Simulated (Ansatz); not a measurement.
LaHg: pressure against volume scale

All results are calculated (Ansatz 0.2.0). Periodic Kohn-Sham DFT of a crystal at fixed atoms, scaled to volume_scale times the given cell; pressure positive in compression, energy less spherical unpolarised free atoms, largest_vzz the field gradient of largest size among the nuclei.

The cell before it is scaled or strained (space group Pm-3m, No. 221):
```
LaHg
1.0
      3.8370     0.0000     0.0000
      0.0000     3.8370     0.0000
      0.0000     0.0000     3.8370
La Hg
1 1
Direct
  0.50000 0.50000 0.50000
  0.00000 0.00000 0.00000
```

Settings of every row: method frozen-core PAW; functional LDA; relativity scalar; k mesh 11x11x11; filling fermi-dirac; smearing width 0.08 eV; wave cutoff 420 eV; paw set soft_2.

Atom start moment: 0 on all atoms.

Limits: PAW files made with PBE; no spin-orbit coupling on heavy atoms.

```
row  volume scale  V (Å³/atom)  pressure (GPa)
  1          0.94       26.551           2.015
  2          0.96       27.115           0.562
  3          0.98        27.68          -0.737
  4          0.99       27.963          -1.333
  5             1       28.245          -1.897
  6          1.01       28.528           -2.43
  7          1.02        28.81          -2.934
  8          1.04       29.375               ?
  9          1.06        29.94          -4.687
```

Question: what pressure should row 8 give?

Worked fit of pressure. Take u = (V_r/V)^(2/3) − 1 with V_r = 28.104 Å³ an atom, which is twice the finite (Eulerian) strain; such expansions in the strain, on which the Birch-Murnaghan equation of state is built, carry the rest volume and the bulk modulus. The shown rows have u = 0.03862, 0.02417, 0.01019, 0.00336, -0.00333, -0.00993, -0.0164, -0.04131. Least squares give pressure = −1.6196 + 84.11 × u + 249.04 × u² + 254 × u³ GPa; a parabola predicts inner rows, each left out in turn, worse (root mean square 0.004 against 0.0011 GPa). The rows lie off it by 0.000, 0.000, -0.001, 0.001, 0.000, 0.001, -0.001, 0.000. The pressure vanishes at u = 0.0183, or V = 27.35 Å³ an atom, and there the bulk modulus at fixed shape and fractions is B = −V dP/dV = (2/3)(1 + u) dP/du = 63.4 GPa. The withheld row has u = -0.02906, so the fit gives −1.6196 + 84.11 × (-0.02906) + 249.04 × (-0.02906)² + 254 × (-0.02906)³ = -3.860 GPa.

The calculation gave -3.86 GPa. The fit meets it to the printed digit.
